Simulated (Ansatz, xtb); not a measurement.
## Two isomers of CH4FGeS

We compare a, `[CH3][Ge]([F])[SH]`, a doublet, with b, `[CH3][Ge@H]([F])[S]`, a doublet. Both are isolated molecules in the gas phase, relaxed with r2SCAN-D4/def2-SVP; the shapes shown needn't be the lowest conformers.

a (Å):

```yaml
atoms:
  - { symbol: C, position_ang: [-2.1977, 2.4776, -1.3522] }
  - { symbol: F, position_ang: [0.5237, 3.3977, -0.5783] }
  - { symbol: Ge, position_ang: [-0.2884, 2.0206, -1.3149] }
  - { symbol: S, position_ang: [-0.0617, 0.2913, 0.0994] }
  - { symbol: H, position_ang: [-2.7890, 1.5846, -1.6008] }
  - { symbol: H, position_ang: [-2.3891, 3.2657, -2.0936] }
  - { symbol: H, position_ang: [-2.4681, 2.8412, -0.3487] }
  - { symbol: H, position_ang: [1.2715, 0.4688, 0.2368] }
```

b (Å):

```yaml
atoms:
  - { symbol: C, position_ang: [-0.4093, 2.2003, 0.0025] }
  - { symbol: F, position_ang: [-3.0083, 2.6242, -1.3204] }
  - { symbol: Ge, position_ang: [-1.4142, 1.9772, -1.6412] }
  - { symbol: S, position_ang: [-1.5375, -0.1496, -2.1731] }
  - { symbol: H, position_ang: [-0.8542, 1.5835, 0.7961] }
  - { symbol: H, position_ang: [-0.4528, 3.2575, 0.3037] }
  - { symbol: H, position_ang: [0.6376, 1.9009, -0.1477] }
  - { symbol: H, position_ang: [-0.8986, 2.7573, -2.8601] }
```

Energies in hartree; the thermal terms are from r2SCAN-D4/def2-SVP harmonic frequencies (ideal gas, rigid rotor, one conformer each, 298.15 K, 1 atm) and include the zero-point energy:

```
                               a            b
E, CCSD(T)/def2-SVP  −2612.796855  −2612.793372
    E, MP2/def2-SVP  −2612.748258  −2612.743066
  E, MP2/def2-TZVPP  −2613.494204  −2613.484246
  zero-point energy      0.047234      0.047550
       H(298 K) − E      0.055187      0.054912
       G(298 K) − E      0.014601      0.015732
```

Question: Correct the CCSD(T) difference for the basis set by the MP2 change, then work out ΔE, ΔE₀, ΔH and ΔG for a → b in kJ/mol (1 Eh = 2625.50 kJ/mol) and the equilibrium ratio [b]/[a].

Answer: 1. Differences b − a: CCSD(T) +0.003483, MP2 in the small set +0.005192, MP2 in the large set +0.009958 Eh.
2. ΔE = +0.003483 + (+0.009958 − (+0.005192)) = +0.008249 Eh = +21.66 kJ/mol.
3. ΔE₀ = ΔE + ΔZPE = +0.008249 + (+0.000316) Eh = +22.49 kJ/mol.
4. ΔH = ΔE + (−0.000275) Eh = +20.94 kJ/mol.
5. ΔG = ΔE + (+0.001131) Eh = +24.63 kJ/mol, so ΔS = (ΔH − ΔG)/T = −12.4 J/(mol K).
6. kT = 0.9442 mEh, so K = [b]/[a] = exp(−ΔG/kT) = exp(−9.93) ≈ 4.8 × 10^−5.

Structure a is favoured at this temperature. An error of 4 kJ/mol in ΔG would change K by a factor of 5. HF/STO-3G, HF/def2-SVP gave ΔE the other sign. Mirror images and further conformers aren't counted.

As drawn, b has 1 Ge–H in place of 1 S–H.

Other levels gave ΔE = +69.9 (GFN2-xTB); −130.9 (HF/STO-3G, GFN2-xTB geometries); +13.3 (r2SCAN-D4/def2-SVP//GFN2-xTB); +29.5 (r2SCAN-D4/def2-SVP); −17.3 (HF/def2-SVP); +13.6 (MP2/def2-SVP); +9.1 (CCSD(T)/def2-SVP) kJ/mol. Open shells are spin-unrestricted. The correlated steps freeze 16 core orbitals; the filled d shell of Ge is correlated, in a basis made for valence electrons. Programs: Ansatz 0.2.0, xtb 6.7.1.

The isomerisation moves hydrogen from sulfur to germanium and, judging by the connectivity, turns a germanium-centred radical into a thiyl radical. Both would result from removing one hydrogen atom from the same closed-shell parent, CH3GeHF(SH), so their energy difference equals the difference between its S–H and Ge–H bond dissociation energies. The preference for a therefore fits the generally weaker Ge–H bond, whose diffuse germanium valence orbitals overlap less well with hydrogen 1s. The strongly pyramidal germanium centre in a also suggests a singly occupied orbital with considerable s character, as expected for a heavy group 14 radical bearing electronegative substituents.

The electronic term dominates the free-energy difference; the smaller entropy contribution also favours a, probably through its soft SH torsion. The reversal between Hartree–Fock and the correlated methods in the same small basis probably reflects the larger correlation energy gained by pairing electrons in the S–H bond. Without a barrier for the hydrogen shift, the equilibrium preference doesn't show whether b, once formed, would rearrange quickly.
